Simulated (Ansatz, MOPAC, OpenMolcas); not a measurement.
A ladder of methods for CH2BF3O (SMILES OC(F)B(F)F)

The species is CH2BF3O (8 atoms), meant as a singlet with charge 0. SMILES: `OC(F)B(F)F`. Geometry: relaxed at PBE0-D4/def2-TZVP. This is one conformer, not always the lowest.

Each level gives the HOMO–LUMO gap (eV). The values are calculated.

```json
{"level": "MNDO", "kind": "semi-empirical", "program": "MOPAC", "value (eV)": "13.43"}
{"level": "HF/def2-SVP", "kind": "Hartree–Fock", "program": "OpenMolcas", "value (eV)": "17.04"}
{"level": "SVWN5/def2-SVP", "kind": "LDA", "program": "OpenMolcas", "value (eV)": "5.67"}
{"level": "PBE/def2-SVP", "kind": "GGA", "program": "Ansatz", "value (eV)": "5.86"}
{"level": "M06-L/def2-SVP", "kind": "meta-GGA", "program": "OpenMolcas", "value (eV)": "6.80"}
{"level": "M06-2X/def2-SVP", "kind": "hybrid meta-GGA", "program": "OpenMolcas", "value (eV)": "11.36"}
{"level": "wB97M-V/def2-SVP", "kind": "range-separated hybrid", "program": "Ansatz", "value (eV)": "13.27"}
{"level": "B2PLYP/def2-SVP", "kind": "double hybrid", "program": "OpenMolcas", "value (eV)": "11.87"}
```

The values span 5.67 to 17.04 eV. Orbital gaps aren't excitation energies, and those of double hybrids come from the SCF part alone; they tend to grow with the share of exact exchange.

The gap depends far more on how each method treats the virtual orbitals than on any ambiguity in the molecule's bonding. In Hartree–Fock, an empty orbital feels the repulsion of all the electrons, while an occupied one is freed of its own, which pushes the levels apart to 17.04 eV. A semilocal potential treats both alike and leaves only 5.67 eV in SVWN5 and 5.86 eV in PBE. M06-L reaches 6.80 eV without exact exchange, probably through its dependence on the kinetic-energy density. The closeness of MNDO to wB97M-V, 13.43 against 13.27 eV, is no mutual confirmation, since a parametrised minimal valence basis gives a different kind of virtual level.

Chemically, the HOMO is probably made up largely of oxygen and fluorine lone pairs, and the LUMO of the formally empty boron p orbital, raised by π donation from the attached fluorines. The gaps alone don't establish this assignment or measure Lewis acidity, and without diffuse functions the highest LUMO energies may not be converged with respect to basis set.
